**NH4+···CO interaction curve: tail exponent and method errors**

The table holds counterpoise-corrected interaction energies of NH4+ and CO along a rigid scan from the PBE0-D4 minimum, at CCSD(T), B3LYP-D4, wB97M-V and MP2 in def2-TZVPPD. The program fits exponential repulsion plus an $R^{-4}$ or $R^{-3}$ tail, and a Morse curve, to CCSD(T), and compares the tail with a multipole and induction sum from rough recalled CO properties. The $R^{-4}$ form fits best (rms 0.04 kcal/mol) but only as an effective power, and the recalled sum reaches 53 to 62 % of the outer energies. The MP2 error follows $R^{-2}$ on the outer three rows, equivalent to an extra CO dipole of 0.15 D, while the B3LYP-D4 error is mainly short-ranged and changes sign, and the wB97M-V error stays near 0.18 kcal/mol. The shifts of the minima agree within 0.004 Å with the error slope divided by the curvature.

Interaction energies of NH4+ and CO (SMILES [NH4+].[C-]#[O+]) in the gas phase, computed with Ansatz 0.2.0 in def2-TZVPPD as pair less both fragments in the pair's basis (counterpoise; negative binds), with frozen cores in MP2 and CCSD(T). CO is moved rigidly from the PBE0-D4/def2-TZVP minimum along the line between the fragments' mean atom positions.

## Script

```python
# Table: counterpoise-corrected interaction energies (kcal/mol) of NH4+ ... CO on a rigid scan, Ansatz 0.2.0,
# def2-TZVPPD; CCSD(T), B3LYP-D4, wB97M-V, MP2. Tested: repulsion plus power-law tail against Morse,
# the tail exponent, the distance dependence of each method's error, and the shift of the minima.
T = {
    'x': [-0.201, -0.1, 0.0, 0.1, 0.241, 0.502, 1.003, 2.007],  # Å
    'ccsd_t': [-6.82, -7.86, -8.3, -8.34, -8.0, -6.82, -4.52, -2.1],  # kcal/mol
    'b3lyp_d4': [-7.89, -8.77, -9.07, -9.0, -8.51, -7.11, -4.57, -2.04],  # kcal/mol
    'wb97m_v': [-6.67, -7.68, -8.12, -8.16, -7.82, -6.62, -4.31, -1.94],  # kcal/mol
    'mp2': [-7.88, -8.81, -9.16, -9.14, -8.72, -7.43, -5.0, -2.43],  # kcal/mol
    'err': [0.15, 0.17, 0.18, 0.18, 0.18, 0.2, 0.21, 0.16],  # kcal/mol
}
import numpy as np
from scipy import constants as sc
from scipy.optimize import curve_fit
from scipy.interpolate import CubicSpline
x, cc, b3, wb, mp, er = (np.array(T[k], float) for k in ('x', 'ccsd_t', 'b3lyp_d4', 'wb97m_v', 'mp2', 'err'))
# geometry (A) from the outputs of the same runs; it belongs to the first (compressed) row
A = np.array([[-.06, -.02, -1.03], [.89, -.04, -1.43], [-.55, .81, -1.37], [0, 0, .01], [-.56, -.86, -1.33]])
B = np.array([[.10, .04, 1.82], [.16, .06, 2.93]])
u = B.mean(0) - A.mean(0); u /= np.linalg.norm(u)
dist = lambda p, q: np.array([np.linalg.norm(q + (s - x[0]) * u - p) for s in x])
R = dist(A[0], (12 * B[0] + 16 * B[1]) / 28); RC = dist(A[0], B[0]); HC = dist(A[3], B[0])
k = sc.e**2 / (4 * np.pi * sc.epsilon_0 * 1e-10) * sc.N_A / (1e3 * sc.calorie)  # kcal/mol A
D = 1e-21 / sc.c / (sc.e * 1e-10)  # debye in e A
rms = lambda v: np.sqrt(np.mean(v**2))
print("E in kcal/mol, lengths in A; rounding: E 0.005, differences 0.01, geometry 0.01; R = N to CO mass centre")
fs = [lambda s, a, b, c: a * np.exp(-b * s) - c / R**4, lambda s, a, b, c: a * np.exp(-b * s) - c / R**3,
      lambda s, a, b, c: a * ((1 - np.exp(-b * (s - c)))**2 - 1)]
names = ["A exp(-bx) - C/R^4 (A, b, C)", "A exp(-bx) - C/R^3 (A, b, C)", "Morse (D, a, x0)"]
P = [curve_fit(f, x, cc, p0=p, maxfev=50000)[0] for f, p in zip(fs, ([3.6, 4, 2200], [1.5, 5, 500], [8.4, 1.4, .05]))]
res = [f(x, *p) - cc for f, p in zip(fs, P)]
print("     x     R  H..C CCSD(T) | fit less CCSD(T): R^-4  R^-3  Morse")
for i in range(len(x)):
    print(f"{x[i]:6.3f} {R[i]:5.2f} {HC[i]:5.2f} {cc[i]:6.2f} | {res[0][i]:+.2f} {res[1][i]:+.2f} {res[2][i]:+.2f}")
for n, p, r in zip(names, P, res):
    j = np.argmax(abs(r)); print(f"{n}: {p[0]:.2f}, {p[1]:.2f}, {p[2]:.4g}; rms {rms(r):.3f}, worst {r[j]:+.2f} at x={x[j]:.3f}")
ex = lambda E, r, i, j: -np.log(E[j] / E[i]) / np.log(r[j] / r[i])
print(f"tail exponent CCSD(T), last two rows: {ex(cc, R, -2, -1):.2f} (R), {ex(cc, RC, -2, -1):.2f} (N..C); previous pair {ex(cc, R, -3, -2):.2f} (R)")
print(f"last row over deepest row, CCSD(T): {100 * cc[-1] / cc.min():.0f} %")
mu, th, al = 0.11, -1.9, 2.3  # rough recalled CO values: dipole D (C negative), quadrupole D A, axial polarisability A^3
print(f"polarisability if C/R^4 were all induction: {2 * P[0][2] / k:.1f} A^3; rough recalled axial value {al}")
for i in (-2, -1):
    t = [-k * mu * D / R[i]**2, k * th * D / R[i]**3, -k * al / 2 / R[i]**4]
    print(f"recalled values, x={x[i]:.3f}: dipole {t[0]:.1f}, quadrupole {t[1]:.1f}, induction {t[2]:.1f}, sum {sum(t):.1f} = {100 * sum(t) / cc[i]:.0f} % of CCSD(T)")
g = np.linspace(x[1], x[4], 3411); S0 = CubicSpline(x, cc); x0 = g[np.argmin(S0(g))]
print(f"spline minima; CCSD(T) curvature {S0(x0, 2):.0f} kcal/mol/A^2; estimate = -(error slope)/curvature")
for n, E in (("CCSD(T)", cc), ("B3LYP-D4", b3), ("wB97M-V", wb), ("MP2", mp)):
    S = CubicSpline(x, E); xm = g[np.argmin(S(g))]; sl = np.polyfit(x[1:5], (E - cc)[1:5], 1)[0]
    print(f"{n}: x {xm:.3f}, E {S(xm):.2f}, shift {xm - x0:+.3f}, error slope {sl:+.2f} /A, estimate {0 - sl / S0(x0, 2):+.3f}")
dm, db = mp - cc, b3 - cc; o = x >= 0.5  # outer rows: small overlap
K = np.sum(dm[o] / R[o]**2) / np.sum(R[o]**-4.0)
fb = lambda s, a, b, c: -a * np.exp(-b * s) + c / R**2
pb = curve_fit(fb, x, db, p0=[.9, 1.7, 2.5], maxfev=50000)[0]
print("method less CCSD(T) (% of |CCSD(T)|): x | MP2, K/R^2, rest | B3LYP-D4, fit misfit | wB97M-V")
for i in range(len(x)):
    m, c = K / R[i]**2, abs(cc[i]) / 100
    print(f"{x[i]:6.3f} | {dm[i]:+.2f} ({dm[i] / c:+.0f}) {m:+.2f} {dm[i] - m:+.2f} | {db[i]:+.2f} ({db[i] / c:+.0f}) {fb(x, *pb)[i] - db[i]:+.2f} | {er[i]:+.2f} ({er[i] / c:+.1f})")
nm = -np.polyfit(np.log(R[o]), np.log(-dm[o]), 1)[0]; nc = -np.polyfit(np.log(RC[o]), np.log(-dm[o]), 1)[0]
lr = np.log(R[-1] / R[-3]); lo = np.log((-dm[-3] - .01) / (-dm[-1] + .01)) / lr; hi = np.log((-dm[-3] + .01) / (-dm[-1] - .01)) / lr
print(f"MP2 error, x>=0.5: K {K:.1f} kcal/mol A^2, as extra dipole {-K / k / D:.2f} D (C negative)")
print(f"free exponent {nm:.2f} (R; rounding allows {lo:.2f} to {hi:.2f}), {nc:.2f} (N..C)")
print(f"B3LYP-D4 error = -a exp(-bx) + c/R^2: a {pb[0]:.2f}, b {pb[1]:.2f} /A, c {pb[2]:.1f}; rms {rms(fb(x, *pb) - db):.3f}")
Kw = np.sum(er[o] / R[o]**2) / np.sum(R[o]**-4.0)
print(f"wB97M-V error: mean {er.mean():.2f}, range {er.min():.2f} to {er.max():.2f}, spread {np.ptp(er):.2f}")
print("wB97M-V R^-2 fit on x>=0.5, misfits:", " ".join(f"{v:+.2f}" for v in (Kw / R**2 - er)[o]), f"; at x=0 {Kw / R[2]**2 - er[2]:+.2f}")
print(f"mean abs error: MP2 {abs(dm).mean():.2f}, B3LYP-D4 {abs(db).mean():.2f}, wB97M-V {abs(er).mean():.2f}")
assert np.all(dm < 0) and np.all(er > 0)
assert np.all(np.diff(db) > 0) and db[0] < 0 < db[-1]
assert 3 < ex(cc, R, -2, -1) < 5
assert 1.5 < nm < 2.5
```

It prints:

```
E in kcal/mol, lengths in A; rounding: E 0.005, differences 0.01, geometry 0.01; R = N to CO mass centre
     x     R  H..C CCSD(T) | fit less CCSD(T): R^-4  R^-3  Morse
-0.201  3.49  1.81  -6.82 | +0.03 +0.07 -0.16
-0.100  3.59  1.91  -7.86 | -0.04 -0.16 +0.09
 0.000  3.69  2.01  -8.30 | -0.03 -0.07 +0.15
 0.100  3.79  2.11  -8.34 | +0.00 +0.08 +0.11
 0.241  3.93  2.26  -8.00 | +0.05 +0.24 -0.01
 0.502  4.19  2.52  -6.82 | +0.05 +0.22 -0.20
 1.003  4.69  3.02  -4.52 | -0.06 -0.23 -0.18
 2.007  5.70  4.02  -2.10 | -0.04 -0.56 +0.42
A exp(-bx) - C/R^4 (A, b, C): 3.85, 3.91, 2261; rms 0.041, worst -0.06 at x=1.003
A exp(-bx) - C/R^3 (A, b, C): 1.41, 6.12, 491.8; rms 0.252, worst -0.56 at x=2.007
Morse (D, a, x0): 8.24, 1.16, 0.0834; rms 0.199, worst +0.42 at x=2.007
tail exponent CCSD(T), last two rows: 3.96 (R), 3.47 (N..C); previous pair 3.64 (R)
last row over deepest row, CCSD(T): 25 %
polarisability if C/R^4 were all induction: 13.6 A^3; rough recalled axial value 2.3
recalled values, x=1.003: dipole -0.3, quadrupole -1.3, induction -0.8, sum -2.4 = 53 % of CCSD(T)
recalled values, x=2.007: dipole -0.2, quadrupole -0.7, induction -0.4, sum -1.3 = 62 % of CCSD(T)
spline minima; CCSD(T) curvature 30 kcal/mol/A^2; estimate = -(error slope)/curvature
CCSD(T): x 0.061, E -8.36, shift +0.000, error slope +0.00 /A, estimate +0.000
B3LYP-D4: x 0.026, E -9.08, shift -0.035, error slope +1.16 /A, estimate -0.039
wB97M-V: x 0.061, E -8.18, shift -0.000, error slope -0.00 /A, estimate +0.000
MP2: x 0.042, E -9.19, shift -0.019, error slope +0.66 /A, estimate -0.022
method less CCSD(T) (% of |CCSD(T)|): x | MP2, K/R^2, rest | B3LYP-D4, fit misfit | wB97M-V
-0.201 | -1.06 (-16) -0.88 -0.18 | -1.07 (-16) -0.01 | +0.15 (+2.2)
-0.100 | -0.95 (-12) -0.83 -0.12 | -0.91 (-12) -0.00 | +0.17 (+2.2)
 0.000 | -0.86 (-10) -0.78 -0.08 | -0.77 (-9) +0.00 | +0.18 (+2.2)
 0.100 | -0.80 (-10) -0.74 -0.06 | -0.66 (-8) +0.01 | +0.18 (+2.2)
 0.241 | -0.72 (-9) -0.69 -0.03 | -0.51 (-6) +0.01 | +0.18 (+2.2)
 0.502 | -0.61 (-9) -0.61 -0.00 | -0.29 (-4) -0.01 | +0.20 (+2.9)
 1.003 | -0.48 (-11) -0.48 +0.00 | -0.05 (-1) -0.02 | +0.21 (+4.6)
 2.007 | -0.33 (-16) -0.33 -0.00 | +0.06 (+3) +0.01 | +0.16 (+7.6)
MP2 error, x>=0.5: K -10.7 kcal/mol A^2, as extra dipole 0.15 D (C negative)
free exponent 2.00 (R; rounding allows 1.85 to 2.16), 1.74 (N..C)
B3LYP-D4 error = -a exp(-bx) + c/R^2: a 1.13, b 1.35 /A, c 4.9; rms 0.011
wB97M-V error: mean 0.18, range 0.15 to 0.21, spread 0.06
wB97M-V R^-2 fit on x>=0.5, misfits: +0.04 -0.02 -0.03 ; at x=0 +0.12
mean abs error: MP2 0.73, B3LYP-D4 0.54, wB97M-V 0.18
```
